# Solution key: limits and scaling of the Coulomb-gapped phason

**Conventions.** SI units; energies also in eV; $\nu=\omega/2\pi$; fields vary as $e^{-i\omega t}$; the electron charge is $-e$. An incommensurate Peierls chain has a band linearised at $\pm k_F$ with velocity $v$ and cutoff $E_c\gg\Delta$, gap $2\Delta$, and $n_c$ chains per unit area. The treatment is mean-field with one $2k_F$ phonon of bare frequency $\omega_0$, as in the model of Lee, Rice and Anderson (1974); the effect of the long-range Coulomb force on the phase mode was treated by Lee and Fukuyama (1978).

## Problem 1. The dielectric function along the chains

Each $k$ gives a two-level system $H=\xi\tau_3+\Delta\tau_1$, with $\xi=\hbar vk$ and $E=\sqrt{\xi^2+\Delta^2}$. There are $N_0=1/(\pi\hbar v)$ such systems per unit $\xi$ and unit length, spin included. The lattice Lagrangian per length is $(N_0/\lambda)(|\dot\Delta|^2/\omega_0^2-|\Delta|^2)$. This defines $\lambda$: minimising the energy gives $\int d\xi/E=2/\lambda$, or $\Delta\simeq2E_ce^{-1/\lambda}$.

Perturb with $\delta_1\tau_1$ (amplitude), $\delta_2\tau_2=\Delta\varphi\,\tau_2$ (phase) and $a\tau_3$, $a=evA$ (uniform vector potential). The vector $\mathbf s=\langle\boldsymbol\tau\rangle$ obeys $\hbar\dot{\mathbf s}=2\mathbf h\times\mathbf s$ for $H=\mathbf h\cdot\boldsymbol\tau$. Along the transverse axes $(\xi,0,-\Delta)/E$ and $(0,1,0)$ the perturbation has components $b_1=(\xi\delta_1-\Delta a)/E$ and $b_2=\delta_2$. With the lower level filled and $w=\hbar\omega$,

$$s_1=-\frac{4Eb_1-2iwb_2}{4E^2-w^2},\qquad s_2=-\frac{4Eb_2+2iwb_1}{4E^2-w^2}.$$

Terms odd in $\xi$ vanish, so the amplitude decouples. One integral remains, with $x=\hbar\omega/2\Delta$:

$$f(x)=2\Delta^2\!\int\!\frac{d\xi}{E(4E^2-w^2)}=\frac{\arcsin x}{x\sqrt{1-x^2}}=1+\tfrac23x^2+\tfrac8{15}x^4+\dots$$

*Phase.* The lattice equation is $(2/\lambda)(1-\omega^2/\omega_0^2)\delta_2=-\int s_2\,d\xi$. The gap equation cancels the constant term, leaving

$$\delta_2=\frac{2i\Delta a}{w}\frac{f}{\mu+f},\qquad \mu=\frac{4\Delta^2}{\lambda\hbar^2\omega_0^2}.$$

*Current.* The current per chain is $-evN_0[2a-\int(\Delta/E)s_1d\xi]$. The diamagnetic term $2a$ comes from the band curvature outside the cutoff and is fixed by requiring that a static $a$ drive no current in the rigid gapped state. The bracket is $2a[1-f+f^2/(\mu+f)]$. With $\varepsilon_0\omega_p^2=2e^2vn_c/\pi\hbar$, the Drude weight of the ungapped metal, and a background $\varepsilon_\infty$ from other bands,

$$\varepsilon(\omega)=\varepsilon_\infty-\frac{\omega_p^2}{\omega^2}\left[1-\frac{\mu f}{\mu+f}\right].\tag{1}$$

*Low frequency.* Expanding in $x$, with $p=\hbar\omega_p/2\Delta$,

$$\varepsilon\simeq\varepsilon_\infty+\tfrac23p^2\Big(\frac{\mu}{1+\mu}\Big)^2-\frac{m}{m^*}\frac{\omega_p^2}{\omega^2},\qquad\frac{m^*}{m}=1+\mu .$$

For $m^*\gg m$ this is the two-term form $\varepsilon_D-(m/m^*)\omega_p^2/\omega^2$ with $\varepsilon_D=\varepsilon_\infty+\tfrac23p^2$, and $\varepsilon_\infty=1$ for a single band in vacuum. The two-term form is exact only to leading order in $1/\mu$.

*Amplitude.* The same steps for $\delta_1$ give $\mu x^2=(1-x^2)f$, hence $\omega_A^2=\lambda\omega_0^2[1-1/(3\mu)+\dots]$.

## Problem 2. Dimensional analysis

In units of $2\Delta/\hbar$, equation (1) reads $\varepsilon/\varepsilon_\infty=1-(p^2/\varepsilon_\infty x^2)[1-\mu f/(\mu+f)]$. The zero of $\varepsilon$, which is the longitudinal mode, depends on two numbers only:

$$\mu=\frac{(2\Delta/\hbar)^2}{\lambda\omega_0^2},\qquad\eta=\frac{3\varepsilon_\infty}{2p^2},\qquad \omega_{LO}=\sqrt\lambda\,\omega_0\,G(\mu,\eta).$$

Here $\mu$ measures adiabaticity, and $\eta$ is the ratio of background to cross-gap screening. The coupling and the phonon frequency enter only as $\lambda\omega_0^2$. Dimensions alone do not say which scale survives; that needs $G$ to have a finite limit at $\mu\to\infty$, $\eta\to0$.

An energy argument gives the limit. At low frequency the solution above has $\hbar\dot\varphi/2=a/(1+\mu)$, so the collective current density is $-(en_c/\pi)\dot\varphi$ and the polarisation is $P=-en_c\varphi/\pi$. In a longitudinal wave it costs $P^2/2\varepsilon_0\varepsilon_D$ per volume. For $\varepsilon_D=\tfrac23p^2$, which is itself proportional to $e^2n_c$,

$$\frac{P^2}{2\varepsilon_0\varepsilon_D}=\tfrac32\,n_cN_0\,(\Delta\varphi)^2 .$$

The charge has cancelled. The amplitude stiffness follows from the curvature of the ground-state energy, $2N_0/\lambda-N_0\int\xi^2d\xi/E^3=2N_0$, which gives $n_cN_0\delta_1^2$. Both distortions share the kinetic energy $n_cN_0\dot\delta^2/\lambda\omega_0^2$. Therefore

$$\omega_{LO}=\sqrt{3\lambda/2}\;\omega_0=\sqrt{1.5}\,\omega_A=1.225\,\omega_A\qquad(\mu\to\infty,\ \eta\to0).$$

In this limit $\omega_{LO}$ is independent of $e$, $n_c$, $v$ and $\varepsilon_\infty$, and scales with ionic mass as $M^{-1/2}$. Written with the mass, it is $\hbar\omega_{LO}=2\Delta\sqrt{3/2\mu}$.

## Problem 3. Dependence on the Coulomb strength $\eta$

Put $u=\tfrac23x^2$ and $g=f-1=u+\tfrac65u^2+\dots$. The condition $\varepsilon=0$ becomes $\eta u(\mu+1+g)+(\mu-1)g=1$. For large $\mu$, $u$ is of order $1/\mu$, and to next order $\mu(1+\eta)u+(\eta-1)u+\tfrac65\mu u^2=1$. Iterating once,

$$\omega_{LO}^2=\frac{3\lambda\omega_0^2}{2(1+\eta)}\left[1-\frac{b(\eta)}{\mu}+\dots\right],\qquad b(\eta)=\frac{1+5\eta^2}{5(1+\eta)^2}.\tag{2}$$

*Strong Coulomb force, $\eta\ll1$.* The frequency saturates, and $\omega_{LO}\simeq\sqrt{3\lambda/2}\,\omega_0(1-\eta/2)$. The correction falls as $\omega_p^{-2}$. The condition is $\hbar\omega_p/\sqrt{\varepsilon_\infty}\gg2\Delta$: the plasma frequency screened by the background is what must exceed the gap.

*Weak Coulomb force, $\eta\gg1$.* Now $x\ll1$ for any $\mu$, and the low-frequency form gives

$$\omega_{LO}^2\simeq\frac{\omega_p^2}{\varepsilon_\infty(1+\mu)}\left[1-\frac1\eta\Big(\frac{\mu}{1+\mu}\Big)^2\right].$$

This is the plasmon of a fluid of mass $m^*$, linear in $\omega_p$.

*Crossovers.* The two asymptotes meet at $\eta=1$, that is $\hbar\omega_p/\sqrt{\varepsilon_\infty}=\sqrt{3/2}\,(2\Delta)$, where $\omega_{LO}^2$ has half its saturated value. The phason lies above the amplitude mode only for $\eta<1/2$, or $\hbar\omega_p/\sqrt{\varepsilon_\infty}>\sqrt3\,(2\Delta)$.

## Problem 4. Dependence on the mass $\mu$

At $\eta=0$ the bracket in (1) must vanish, so $1/f=1-1/\mu$. With $x=\sin(t/2)$ this is $\sin t/t=1-1/\mu$.

*Large $\mu$.* Equation (2) gives $\omega_{LO}^2=\tfrac32\lambda\omega_0^2[1-1/(5\mu)]$ and, with the amplitude result, $\omega_{LO}^2/\omega_A^2=\tfrac32[1+2/(15\mu)]$. The two-term form would give the factor $\mu/(1+\mu)\simeq1-1/\mu$, a correction five times too large. It omits two terms of the same order: the factor $[\mu/(1+\mu)]^2$ in the screening contributes $+2/\mu$, and the $x^4$ term of $f$ contributes $-6/(5\mu)$. With $R=\omega_{LO}^2/(\tfrac32\lambda\omega_0^2)$:

| $\mu$ | $R$ from (1) | $1-1/(5\mu)$ | $\mu/(1+\mu)$ | $\omega_{LO}/\omega_A$ |
|---|---|---|---|---|
| 2 | 0.879 | 0.900 | 0.667 | 1.260 |
| 5 | 0.957 | 0.960 | 0.833 | 1.241 |
| 10 | 0.979 | 0.980 | 0.909 | 1.233 |
| 100 | 0.998 | 0.998 | 0.990 | 1.226 |

*Small $\mu$.* Below the gap $\varepsilon$ rises monotonically from $-\infty$, and at $x\to1$, where $f\to\infty$, it tends to $\varepsilon_\infty-p^2(1-\mu)$. An undamped mode exists only for

$$\mu>\mu_c=1-\varepsilon_\infty/p^2 .$$

At $\eta=0$ it leaves the gap edge as $x^2\simeq1-\pi^2(\mu-1)^2/4$. For $\mu<\mu_c$ the zero lies in the electron-hole continuum. For $\mu\ll|f|$ the bracket is $1-\mu$, and the mode is the metallic plasmon, $\omega^2\simeq\omega_p^2(1-\mu)/\varepsilon_\infty$. The crossover at $\mu\sim1$ is the condition $\sqrt\lambda\,\hbar\omega_0\sim2\Delta$. There the lattice is no longer slow and its quantum fluctuations, absent from mean-field theory, matter, so this end is a formal property of (1).

## Problem 5. Wave vector, direction and pinning

*Along the chain.* The electrons are massive Dirac fermions in one dimension, so their response depends on $S=\omega^2-v^2q^2$, while the lattice inertia depends on $\omega^2$ alone (the dispersion of the bare phonon is neglected). Equation (1) holds with $\omega^2\to S$, $x^2=\hbar^2S/4\Delta^2$ and $\mu\to\mu\omega^2/S$. As a test, $\omega=0$ gives $\varepsilon_\infty+\omega_p^2/v^2q^2$, the metallic screening of a wave free to slide. For $\mu\gg1$ and $y=\hbar vq/2\Delta\ll1$ three terms arise at order $q^2$: the elastic term $c_\varphi^2q^2$ with $c_\varphi=v/\sqrt{1+\mu}$, the factor $f^2\simeq1-\tfrac43y^2$ in the phason strength, and the factor $1-\tfrac45y^2$ in the cross-gap screening. Since $c_\varphi^2q^2\simeq\lambda\omega_0^2y^2$, their sum is $1-2/(1+\eta)+6/[5(1+\eta)^2]=b(\eta)$:

$$\omega^2(q)=\omega_{LO}^2+b(\eta)\,c_\varphi^2q^2 .$$

The naive coefficient 1 holds only for $\eta\gg1$; at $\eta=0$ it is $1/5$. For $\eta\lesssim1$ the expansion ends at $q\sim2\Delta/\hbar v$, which is also where $c_\varphi q$ reaches $\omega_{LO}$, so no clean acoustic stretch follows the gap. For $\eta\gg1$ the gap is left behind already at $y\sim\eta^{-1/2}$.

*Direction.* For $q$ at angle $\theta$ to the chains, and without retardation, the mode obeys $\varepsilon\cos^2\theta+\varepsilon_\perp\sin^2\theta=0$, so

$$\omega^2(\theta)=\frac{\omega_{LO}^2}{1+(\varepsilon_\perp/\varepsilon_D)\tan^2\theta}.$$

The leading correction is $-\varepsilon_\perp\theta^2/\varepsilon_D$ in $\omega^2$. The squared gap is halved at $\tan\theta_c=\sqrt{\varepsilon_D/\varepsilon_\perp}$ and the gap closes linearly in $\pi/2-\theta$.

*Retardation.* A wave polarised along the chains and travelling across them obeys $c^2q_\perp^2=\varepsilon\omega^2$, or $\omega^2=\omega_{LO}^2+c^2q_\perp^2/\varepsilon_D$, with $c$ the speed of light. Thus $\omega_{LO}$ is also the edge below which the crystal reflects this polarisation. A purely longitudinal bulk wave does not radiate; this branch, or a surface or an inhomogeneous excitation, is what connects the frequency to the outside. The scale $q^*=\omega_{LO}\sqrt{\varepsilon_D}/c$ marks where this branch leaves the edge, and the angular formula needs $q\gg q^*$.

*Pinning.* A restoring force moves the pole to $\omega_{TO}$. For $\mu\gg1$, $\varepsilon=\varepsilon_D-\omega_p^2/[\mu(\omega^2-\omega_{TO}^2)]$, so $\omega_{TO}^2$ adds to the Coulomb value of $\omega_{LO}^2$. The relative shift is $\omega_{TO}^2/2\omega_{LO}^2$ for weak pinning; for $\omega_{TO}\gg\omega_{LO}$ the mode sits just above $\omega_{TO}$.

## Problem 6. Normal carriers

At temperature $T$, with the chemical potential at midgap and Fermi function $n(E)$, the integrand of $f$ gains the factor $1-2n$. The bracket in (1) then gains

$$\rho_n=\Delta^2\!\int\!\frac{n\,d\xi}{E^3}=\int\!\frac{\xi^2}{E^2}\Big(-\frac{\partial n}{\partial E}\Big)d\xi\simeq\sqrt{\frac{2\pi k_BT}{\Delta}}\,e^{-\Delta/k_BT}\Big(1-\frac{9k_BT}{8\Delta}\Big).$$

The second form, reached by parts, is the Drude weight of the quasiparticles as a fraction of the metallic one. Give them a scattering rate $\gamma$, so that $\varepsilon$ gains $-\rho_n\omega_p^2/[\omega(\omega+i\gamma)]$. Other changes are smaller by $1/\mu$. The mode equation for $\mu\gg1$ is

$$\omega^2=\omega_{LO}^2\Big[1+\frac{\mu\rho_n\,\omega}{\omega+i\gamma}\Big].$$

The control parameter is $\mu\rho_n$, not $\rho_n$, because the condensate holds only the fraction $1/\mu$ of the Drude weight.

*Small $\mu\rho_n$.* To first order,
$$\omega\simeq\omega_{LO}\Big[1+\frac{\mu\rho_n}{2}\frac{\omega_{LO}(\omega_{LO}-i\gamma)}{\omega_{LO}^2+\gamma^2}\Big].$$
The shift is upward. The width $\Gamma=-2\,\mathrm{Im}\,\omega$ is largest at $\gamma=\omega_{LO}$, so this channel allows a quality factor $Q=\omega_{LO}/\Gamma\ge2/\mu\rho_n$ whatever $\gamma$ is.

*Large $\mu\rho_n$.* For $\gamma\gg\omega_{LO}$ the equation becomes $\omega^2+i\Gamma\omega=\omega_{LO}^2$ with $\Gamma=\mu\rho_n\omega_{LO}^2/\gamma$, overdamped when $\mu\rho_n>2\gamma/\omega_{LO}$. For $\gamma\ll\omega_{LO}$ the oscillating root rises as $\sqrt{1+\mu\rho_n}$ and turns into a quasiparticle plasmon. In both cases the phase motion passes to the relaxing root $\omega\simeq-i\gamma/(1+\mu\rho_n)$: the gap is screened out.

*Crossover.* Setting $\mu\rho_n=1$ gives $k_BT^*\simeq\Delta/\ln\mu$ to logarithmic accuracy. Carriers at the gap edges have mass $\Delta/v^2$, so the matching density of electrons plus holes, thermal, extrinsic or photoexcited, is $n^*=2n_c\Delta/(\pi\hbar v\mu)$.

## Problem 7. Numbers for (TaSe$_4$)$_2$I

*Inputs.* Typical or approximate: $2\Delta=0.25$ eV, tetragonal lattice constant $0.953$ nm with two chains per cell, $v=6\times10^5$ m/s, pinned mode near 35 GHz, transition near 260 K. Illustrative: $\varepsilon_\infty=7$, $\varepsilon_\perp=10$, $\lambda=0.3$, $\mu=10^3$. Intermediate values are carried unrounded.

*Scales.* The gap is $4.01\times10^{-20}$ J, or $2\Delta/h=60.4$ THz, and $\Delta/k_B=1451$ K. The chain density is $2.20\times10^{18}$ m$^{-2}$, so $\omega_p=4.81\times10^{15}$ s$^{-1}$, $\hbar\omega_p=3.17$ eV and $\hbar\omega_p/\sqrt{\varepsilon_\infty}=1.20$ eV. Then $p=12.7$, $\varepsilon_D=114$, $\eta=0.066$, $b=0.18$ and $\mu_c=0.96$. The model lies well inside the regime $\eta\ll1$, $\mu\gg1$.

*Frequencies.* For $\mu=10^3$, $\sqrt\lambda\,\nu_0=1.91$ THz, which with $\lambda=0.3$ means $\nu_0=3.49$ THz. The saturated value is $2.34$ THz. Background screening alone would have given $9.14$ THz, so cross-gap screening is essential. The roots of (1) and of the amplitude equation are:

| $\mu$ | $\nu_A$ (THz) | $\nu_{LO}$ (THz) |
|---|---|---|
| $10^2$ | 6.03 | 7.17 |
| $10^3$ | 1.91 | 2.27 |
| $10^4$ | 0.604 | 0.717 |

The ratio at $\mu=10^3$ is $1.19$ in place of $1.225$.

*Ranking of corrections to $\nu_{LO}$ at $\mu=10^3$.* Background screening lowers it by 3.1 per cent. Pinning raises it by a fraction $1.2\times10^{-4}$, and the $b/\mu$ term lowers it by $9.0\times10^{-5}$. The neglected cutoff terms are of relative order $(\Delta/E_c)^2=\sinh^{-2}(1/\lambda)=0.005$. They exceed the last two, which therefore carry no weight here, and they already touch the third figure.

*Wave vectors.* The chain scale is $2\Delta/\hbar v=6.3\times10^8$ m$^{-1}$ and $c_\varphi=1.9\times10^4$ m/s. The optical scale is $q^*=5.1\times10^5$ m$^{-1}$, and the vacuum wavelength of the line is 132 µm. Dispersion along the chain is thus irrelevant for emission. The angle $\theta_c=1.28$ rad shows that the gap survives over most directions.

*Temperature,* from the full integral at fixed $\Delta$:

| $T$ (K) | 50 | 100 | 150 | 200 |
|---|---|---|---|---|
| $\mu\rho_n$ | $1.1\times10^{-10}$ | $3.1\times10^{-4}$ | 0.046 | 0.58 |

The bound on $Q$ is $6.5\times10^3$ at 100 K and 43 at 150 K, and $T^*\simeq210$ K. This is an upper estimate, since $\Delta$ shrinks towards the transition. At low temperature the thermal carriers are negligible and the pump matters instead: $n^*=4.4\times10^{23}$ m$^{-3}$, and a density $n\ll n^*$ of carriers cooled to the gap edges shifts the line upward by at most the fraction $n/2n^*$.

*Standing of the result.* The model's line is at $2.27$ THz. The input $\mu=10^3$ was chosen to put it near 2.3 THz, the typical frequency of the low-temperature emission, so the coincidence tests nothing; the mass of order $10^4$ typically quoted for the pinned mode would put the model about a factor of three below. The one-phonon assumption is the weak point. For several phonons with couplings $\lambda_n$ and $\lambda=\sum\lambda_n$, each carries $\Delta_n=\lambda_n\Delta/\lambda$, and rigid sliding has $\mu=(4\Delta^2/\hbar^2\lambda^2)\sum_n\lambda_n/\omega_n^2$. This sum favours the softest modes and holds only below all $\omega_n$. A crystal whose modulation involves a soft acoustic-like component need not show the same mass at gigahertz and at terahertz frequencies, and the ratio $\sqrt{1.5}$ to an amplitude mode is then no longer guaranteed.